# Index symmetries and the number of independent two-electron integrals

Four-index Coulomb integrals are not all different, and our integral files store one member of each symmetry class. This page derives the symmetries, counts the classes for real orbitals, complex orbitals and antisymmetrised spin-orbital integrals, and works through the $\pi$ space of benzene.

## Conventions and premises

Formulas are in atomic units (energies in hartree); the benzene numbers are in eV and Å. For $M$ spatial orbitals $\phi_p(\mathbf r)$, chemists' notation is

$$(pq|rs)=\iint \phi_p^*(\mathbf r_1)\phi_q(\mathbf r_1)\,\frac{1}{r_{12}}\,\phi_r^*(\mathbf r_2)\phi_s(\mathbf r_2)\,d^3r_1\,d^3r_2 ,\tag{1}$$

and physicists' notation is $\langle pq|rs\rangle=(pr|qs)$. We write $\rho_{pq}=\phi_p^*\phi_q$. For $K$ spin orbitals the same symbols are used, and each integration includes a sum over the spin coordinate.

The premises are:

- **P1.** The kernel $1/r_{12}$ is a multiplicative function, real, and symmetric under $\mathbf r_1\leftrightarrow\mathbf r_2$.
- **P2.** The orbitals are normalisable and have finite kinetic energy.
- **P3** (only where stated). The orbitals are real.

P2 makes (1) absolutely convergent. The Cauchy–Schwarz inequality and Hardy's inequality $\int|f|^2/r^2\,d^3r\le4\int|\nabla f|^2d^3r$ bound the inner integral by $2\|\nabla\phi_r\|\,\|\phi_s\|$ for every $\mathbf r_1$, and the outer one then contributes at most $\|\phi_p\|\,\|\phi_q\|$. Fubini's theorem therefore allows either order of integration. Orthonormality is not needed for any symmetry of (1); it is needed only when the integrals are put into a second-quantised Hamiltonian.

## Step 1: the two symmetries that always hold

*Electron exchange.* Rename the dummy variables $\mathbf r_1\leftrightarrow\mathbf r_2$ in (1). The kernel is unchanged (P1) and the order of integration is free (P2), so

$$(pq|rs)=(rs|pq).\tag{2}$$

*Conjugation.* Take the complex conjugate of (1). The kernel is real and $\rho_{pq}^*=\rho_{qp}$, so

$$(pq|rs)^*=(qp|sr).\tag{3}$$

Applying (2) to the right side of (3) gives a fourth form. For arbitrary complex orbitals,

$$(pq|rs)=(rs|pq)=(qp|sr)^*=(sr|qp)^*.\tag{4}$$

## Step 2: real orbitals, eightfold symmetry

With P3, $\rho_{pq}=\phi_p\phi_q=\rho_{qp}$. Because the kernel only multiplies, the integral depends on $\phi_p$ and $\phi_q$ through this product alone, so $p\leftrightarrow q$ and $r\leftrightarrow s$ are *separately* symmetries. Combining the two swaps with (2),

$$(pq|rs)=(qp|rs)=(pq|sr)=(qp|sr)=(rs|pq)=(sr|pq)=(rs|qp)=(sr|qp).\tag{5}$$

These eight permutations of the four index slots are exactly those that preserve the pairing $\{12\}\{34\}$, so they form a group, of order $2\cdot2\cdot2=8$.

*No ninth permutation exists.* A larger group would lie between this one and the 24 permutations of four slots. Its order must be a multiple of 8 that divides 24, hence 24. Full symmetry would require $(pp|qq)=(pq|pq)$. Expanding the square shows

$$(pp|qq)-(pq|pq)=\tfrac12\iint\frac{[\phi_p(\mathbf r_1)\phi_q(\mathbf r_2)-\phi_q(\mathbf r_1)\phi_p(\mathbf r_2)]^2}{r_{12}}\,d^3r_1\,d^3r_2>0\tag{6}$$

for any two linearly independent real orbitals. So (5) is the complete list for $M\ge2$.

## Step 3: counting the classes

By the swaps within pairs, the integral depends on two unordered pairs. There are $M$ pairs with $p=q$ and $M(M-1)/2$ with $p\ne q$, in total $P=M(M+1)/2$. By (2) the integrals form a symmetric $P\times P$ matrix, which has $P(P+1)/2$ entries on and below the diagonal. Since $P+1=(M^2+M+2)/2$,

$$N_8(M)=\frac{P(P+1)}{2}=\frac{M(M+1)(M^2+M+2)}{8}.\tag{7}$$

Burnside's lemma gives an independent count: the number of classes is the average over the group of the number of index quadruples left fixed. The identity fixes $M^4$. The swap $p\leftrightarrow q$ fixes those with $p=q$, which number $M^3$, and likewise $r\leftrightarrow s$. The forms $(qp|sr)$, $(rs|pq)$ and $(sr|qp)$ each impose two equalities and fix $M^2$. The forms $(sr|pq)$ and $(rs|qp)$ force all four indices equal and fix $M$. Hence

$$N_8=\frac{M^4+2M^3+3M^2+2M}{8}=\frac{M^4}{8}\left(1+\frac2M+\frac3{M^2}+\frac2{M^3}\right),\tag{8}$$

which is (7) multiplied out. $N_8$ exceeds $M^4/8$ because classes with repeated indices have fewer than eight members; the estimate $M^4/8$ is low by a relative amount of about $2/M$.

For storage, order each pair and use the compound index $[pq]=p(p-1)/2+q$ with $p\ge q\ge1$, then apply the same rule to the two compound indices. The addresses run from 1 to $N_8$ without gaps.

*Is $N_8$ the number of independent values?* Split an array with the symmetry (5) into the average $S_{pqrs}=\tfrac13[(pq|rs)+(pr|qs)+(ps|qr)]$ and a remainder $W$. The three terms are the three ways to pair four indices, so $S$ is totally symmetric and has one value per multiset of four indices, $\binom{M+3}{4}$ in all. Subtracting,

$$N_8(M)-\binom{M+3}{4}=\frac{M^2(M^2-1)}{12}.\tag{9}$$

We quote one standard fact of representation theory: under invertible real mixing of the orbitals, the $S$ and $W$ spaces are irreducible and inequivalent. The linear span of all integral arrays obtainable from $M$ real functions is invariant under such mixing, so it is zero, the $S$ space, the $W$ space, or everything. It has an $S$ part because $(pp|pp)>0$ and a $W$ part by (6), so it is everything. No further linear relation holds for all sets of real functions. A particular molecule can have more relations, from its point group, so for a given system $N_8$ is an upper bound.

## Step 4: complex orbitals

Write $\rho_{pq}=u_{pq}+iv_{pq}$ with real $u$ and $v$. From $\rho_{qp}=\rho_{pq}^*$, $u$ is symmetric and $v$ antisymmetric in $p,q$, giving $P$ functions $u$ and $A=M(M-1)/2$ functions $v$, with $P+A=M^2$. With $(f|g)=\iint f(\mathbf r_1)\,r_{12}^{-1}g(\mathbf r_2)\,d^3r_1d^3r_2$, which is real and symmetric for real $f,g$,

$$(pq|rs)=(u_{pq}|u_{rs})-(v_{pq}|v_{rs})+i\,[(u_{pq}|v_{rs})+(v_{pq}|u_{rs})].\tag{10}$$

The blocks can be recovered from the integrals: $(pq|rs)+(qp|rs)=2(u_{pq}|u_{rs})+2i(u_{pq}|v_{rs})$, and the difference gives $(v|v)$. The real parts therefore carry the symmetric blocks $uu$ and $vv$, and the imaginary parts the rectangular block $uv$:

$$N_{\rm Re}=\frac{P(P+1)}2+\frac{A(A+1)}2=\frac{M^4+3M^2}{4},\qquad N_{\rm Im}=PA=\frac{M^4-M^2}{4}.\tag{11}$$

The total is $M^2(M^2+1)/2$ real numbers, the size of a real symmetric $M^2\times M^2$ matrix. $N_{\rm Re}$ is also the number of classes under the four forms (4). For large $M$ this is about $M^4/4$ complex values, four times the storage of the real case. Equation (10) shows what breaks the eightfold symmetry: swapping $p,q$ reverses the sign of $v_{pq}$. The $vv$ term is real, so integrals can all be real numbers and still lack the single swap. What (5) needs is real orbitals, not real integral values.

If the complex set is closed under conjugation, $\phi_p^*=\phi_{\bar p}$, then $\rho_{pq}=\phi_{\bar p}\phi_q=\rho_{\bar q\bar p}$ and the single swap survives in the form $(pq|rs)=(\bar q\bar p|rs)$. Such a set spans the same space as the real and imaginary parts of its members, so it is a linear transform of $M$ real functions and holds only $N_8$ real parameters.

## Step 5: antisymmetrised spin-orbital integrals

For $K$ orthonormal spin orbitals with anticommuting $a_p^\dagger,a_p$, the repulsion operator is $\hat V=\tfrac12\sum\langle pq|rs\rangle\,a_p^\dagger a_q^\dagger a_sa_r$. Rename $r\leftrightarrow s$ and use $a_ra_s=-a_sa_r$ to get $\hat V=-\tfrac12\sum\langle pq|sr\rangle\,a_p^\dagger a_q^\dagger a_sa_r$. The mean of the two forms is

$$\hat V=\tfrac14\sum_{pqrs}\langle pq\|rs\rangle\,a_p^\dagger a_q^\dagger a_sa_r,\qquad\langle pq\|rs\rangle=(pr|qs)-(ps|qr).\tag{12}$$

Antisymmetry in $r,s$ is the definition. For $p,q$, use (2): $\langle qp\|rs\rangle=(qr|ps)-(qs|pr)=(ps|qr)-(pr|qs)=-\langle pq\|rs\rangle$. For the pair exchange, use (3) on the first term and (4) on the second: $\langle rs\|pq\rangle^*=(rp|sq)^*-(rq|sp)^*=(pr|qs)-(ps|qr)$. Thus

$$\langle pq\|rs\rangle=-\langle qp\|rs\rangle=-\langle pq\|sr\rangle=\langle rs\|pq\rangle^*.\tag{13}$$

Only pairs $p<q$ and $r<s$ matter, $Q=K(K-1)/2$ of each, and the integrals form a Hermitian $Q\times Q$ matrix, the matrix of $\hat V$ between two-electron determinants. It holds at most $Q^2$ real numbers. If its entries are real it is symmetric, and

$$N_{\rm anti}\le\frac{Q(Q+1)}{2}.\tag{14}$$

*Real spin orbitals satisfy one more identity.* Write out the cyclic sum with (12):

$$B_{pqrs}=\langle pq\|rs\rangle+\langle pr\|sq\rangle+\langle ps\|qr\rangle=[(pr|qs)-(pr|sq)]+[(ps|rq)-(ps|qr)]+[(pq|sr)-(pq|rs)].\tag{15}$$

With P3 each bracket vanishes by (5), so $B_{pqrs}=0$. To count these conditions, take any real array obeying (13). $B$ is cyclic in $q,r,s$ by construction. Swapping $r,s$ gives $\langle pq\|sr\rangle+\langle ps\|rq\rangle+\langle pr\|qs\rangle=-B$. Swapping $p,q$ gives $\langle qp\|rs\rangle+\langle qr\|sp\rangle+\langle qs\|pr\rangle=-\langle pq\|rs\rangle-\langle ps\|qr\rangle-\langle pr\|sq\rangle=-B$. So $B$ is totally antisymmetric, and there is one condition per set of four distinct indices. Different sets involve different integrals, so the $\binom K4$ conditions are independent, and

$$N_{\rm anti}^{\rm real\ orbitals}\le\frac{Q(Q+1)}2-\binom K4=\frac{K^2(K^2-1)}{12}.\tag{16}$$

These are the algebraic symmetries of the Riemann curvature tensor. The count equals (9) with $M\to K$, as it must: the map (12) annihilates exactly those arrays with $(pr|qs)=(ps|qr)$, which possess a ninth permutation and so are totally symmetric. The part $S$ of the spin-orbital array drops out of a fermion Hamiltonian.

*Spin.* Let $K=2M$ with each spin orbital pure $\alpha$ or pure $\beta$ and with real spatial parts. The spin sums make $(pr|qs)$ vanish unless $p,r$ share a spin and $q,s$ share a spin, so only the blocks $\alpha\alpha$, $\beta\beta$ and $\alpha\beta$ of the $Q\times Q$ matrix survive. In the mixed block the exchange term is zero, $\langle p_\alpha q_\beta\|r_\alpha s_\beta\rangle=(p_\alpha r_\alpha|q_\beta s_\beta)$. With different spatial orbitals for the two spins this is a general $P\times P$ matrix, and each same-spin block holds $M^2(M^2-1)/12$ values by (16). With the same spatial orbitals, the mixed block is the spatial array itself, $N_8(M)$ values, and it fixes the same-spin blocks through (12).

## Range of validity

- (2)–(4), (11) and (13) need only P1 and P2. They hold for any real, symmetric, multiplicative kernel for which the integrals converge, such as $\operatorname{erfc}(\omega r_{12})/r_{12}$ or a screened Coulomb potential.
- (5), (7), (8) and (16) need real orbitals as well. They fail for Bloch functions at general $\mathbf k$, for field-dependent orbitals in a magnetic field, for complex spinors, and for complex symmetry-adapted orbitals, apart from the barred form of Step 4.
- They also fail for real orbitals when the two-body operator contains derivatives or is nonlocal, as effective interactions from a unitary transformation generally are, because the integral no longer depends on the product $\phi_p\phi_q$ alone. A real Hermitian operator of that kind, symmetric in the two electrons, keeps (4) with real values, $N_{\rm Re}$ of them. A non-Hermitian one loses (3).
- A contact kernel $\delta(\mathbf r_{12})$ is a limit with more symmetry: the right side of (6) is replaced by zero, all 24 permutations hold, and $\binom{M+3}4$ values remain.
- All counts are of permutational origin. Point-group symmetry, spin and model approximations lower them. Inequalities such as (6) restrict the values without changing the count.

## Illustration: the benzene $\pi$ space, $M=6$

Take one real orbital $\chi_\mu$ of $2p_z$ type on each carbon, $\mu=0,\dots,5$ round the ring. There are $6^4=1296$ quadruples, $P=21$ pairs, and $N_8=21\cdot22/2=231$ classes. Distinct letters below are distinct orbitals.

| type | classes, general $M$ | classes, $M=6$ | members per class | quadruples |
|---|---|---|---|---|
| $(pp\vert pp)$ | $M$ | 6 | 1 | 6 |
| $(pp\vert pq)$ | $M(M-1)$ | 30 | 4 | 120 |
| $(pp\vert qq)$ | $\binom M2$ | 15 | 2 | 30 |
| $(pq\vert pq)$ | $\binom M2$ | 15 | 4 | 60 |
| $(pp\vert qr)$ | $M\binom{M-1}2$ | 60 | 4 | 240 |
| $(pq\vert pr)$ | $M\binom{M-1}2$ | 60 | 8 | 480 |
| $(pq\vert rs)$ | $3\binom M4$ | 45 | 8 | 360 |
| total | | 231 | | 1296 |

The saving is a factor $1296/231=5.61$, not 8; the estimate $M^4/8=162$ is exceeded by a factor 1.43. The split (9) reads $231=126+105$. As a storage example with orbitals numbered 1 to 6, $(25|63)$ has compound indices $[52]=12$ and $[63]=18$ and address $18\cdot17/2+12=165$.

Six general complex orbitals have $A=15$, $N_{\rm Re}=231+120=351$, $N_{\rm Im}=21\cdot15=315$, and 666 real numbers in all.

For spin orbitals, $K=12$ and $Q=66$. The Hermitian matrix holds $Q^2=4356$ real numbers, (14) gives 2211, and (16) gives $2211-495=1716$. With pure spins, the blocks have dimensions 15, 15 and 36, so $120+120+666=906$ of the 2211 entries can be nonzero. Real unrestricted orbitals leave $105+105+441=651$ independent values, and real restricted orbitals 231.

*Point group.* Each operation of $D_{6h}$ permutes the six $\chi_\mu$ with a common sign $\pm1$, which cancels in a product of four. What acts is the group of 12 permutations of a hexagon. If an operation $g$ fixes $f(g)$ objects, it fixes $f(f+1)/2$ unordered pairs built from fixed objects plus one pair for each of its $[f(g^2)-f(g)]/2$ two-cycles, in total $[f(g)^2+f(g^2)]/2$. Apply this twice, from sites to pairs and from pairs to integrals.

| operation | number | fixed sites | fixed pairs | fixed integrals |
|---|---|---|---|---|
| identity | 1 | 6 | 21 | 231 |
| rotation by $\pm60^\circ$ | 2 | 0 | 0 | 0 |
| rotation by $\pm120^\circ$ | 2 | 0 | 0 | 0 |
| rotation by $180^\circ$ | 1 | 0 | 3 | 15 |
| mirror through atoms | 3 | 2 | 5 | 23 |
| mirror through bonds | 3 | 0 | 3 | 15 |

Burnside's lemma gives $(231+15+3\cdot23+3\cdot15)/12=360/12=30$ symmetry-distinct integrals.

*Numbers in a model.* The Pariser–Parr–Pople model treats the $\chi_\mu$ as orthonormal and keeps only $(\mu\mu|\nu\nu)=\gamma_{\mu-\nu}$, four of the 30. We use the Ohno form $\gamma(r)=k_e/\sqrt{r^2+a^2}$, with $k_e=e^2/4\pi\varepsilon_0=14.3996$ eV Å and $a=k_e/U$, and typical inputs $U=11.26$ eV and C–C distance 1.40 Å, so $a=1.2788$ Å. At $r=0$, 1.40, 2.425 and 2.80 Å, $\gamma_0,\dots,\gamma_3=11.26$, 7.594, 5.253 and 4.678 eV; the third decimal is carried only for the sums below.

The complex ring orbitals are $\psi_k=6^{-1/2}\sum_\mu e^{ik\theta\mu}\chi_\mu$ with $\theta=\pi/3$. Insert them in (1), set $\mu=\nu+d$ and sum the phase over $\nu$:

$$(kl|mn)=\frac1{36}\sum_{\mu\nu}e^{i(l-k)\theta\mu}e^{i(n-m)\theta\nu}\gamma_{\mu-\nu}=\frac{\tilde\gamma_{l-k}}{6}\ \text{ if } l-k+n-m\equiv0 \pmod 6,\ \text{ else } 0,\tag{17}$$

with $\tilde\gamma_j=\gamma_0+2\gamma_1\cos j\theta+2\gamma_2\cos2j\theta+\gamma_3\cos3j\theta$, real and even in $j$. Here $\tilde\gamma_0=41.63$ eV and $\tilde\gamma_2=\gamma_0-\gamma_1-\gamma_2+\gamma_3=3.09$ eV. For the $e_{1g}$ pair $k=\pm1$, written $+$ and $-$,

$$(++|--)=\tilde\gamma_0/6=6.94\ \text{eV},\qquad(+-|-+)=\tilde\gamma_2/6=0.52\ \text{eV},\qquad(-+|-+)=0 .$$

The last two differ by a single swap. All values are real, and the eightfold symmetry fails. The zero follows from the sixfold axis, since the integrand acquires the phase $e^{\pm4i\theta}\ne1$ under a $60^\circ$ rotation, so it does not depend on the model. The cyclic sum (15) for $p=+\alpha$, $q=-\beta$, $r=-\alpha$, $s=+\beta$ reduces by spin to $(+-|-+)-(+-|+-)=0.52$ eV, so (14) applies here but the identity $B=0$ does not.

The real combinations have coefficients $c_\mu=3^{-1/2}\cos\theta\mu$ and $s_\mu=3^{-1/2}\sin\theta\mu$, with site densities $c_\mu^2,s_\mu^2=(1\pm\cos2\theta\mu)/6$ and $c_\mu s_\mu=\sin(2\theta\mu)/6$. Using $\sum_\mu\cos^22\theta\mu=\sum_\mu\sin^22\theta\mu=3$ and the vanishing of the cross sums,

$$(cs|cs)=(sc|cs)=\tilde\gamma_2/12=0.26\ \text{eV},\qquad(cc|cc)=\tfrac{\tilde\gamma_0}6+\tfrac{\tilde\gamma_2}{12}=7.20\ \text{eV},\qquad(cc|ss)=\tfrac{\tilde\gamma_0}6-\tfrac{\tilde\gamma_2}{12}=6.68\ \text{eV}.$$

The swap now holds, and the cyclic sum with $c,s$ in place of $+,-$ is $(cs|sc)-(cs|cs)=0$. The same-spin integral for the pair is $6.94-0.52=6.68-0.26=6.42$ eV in both bases, because the two-electron determinant changes only by a phase.

The second decimals are arithmetic within the model. The neglected neighbour integrals $(\mu,\mu{+}1|\mu,\mu{+}1)$ and $(\mu\mu|\mu,\mu{+}1)$ are typically of order 0.1 eV in magnitude for symmetrically orthogonalised orbitals. The density $cs$ has bond coefficients $b_\mu=c_\mu s_{\mu+1}+s_\mu c_{\mu+1}=\tfrac13\sin(2\mu+1)\theta$, so the first type enters $(cs|cs)$ with weight $\sum_\mu b_\mu^2=\tfrac13$ and the second with $2\sum_\mu b_\mu(c_\mu s_\mu+c_{\mu+1}s_{\mu+1})=\tfrac13$. Each shifts the 0.26 eV by about 0.03 eV. The counts 231, 666, 1716 and 30 do not depend on the model.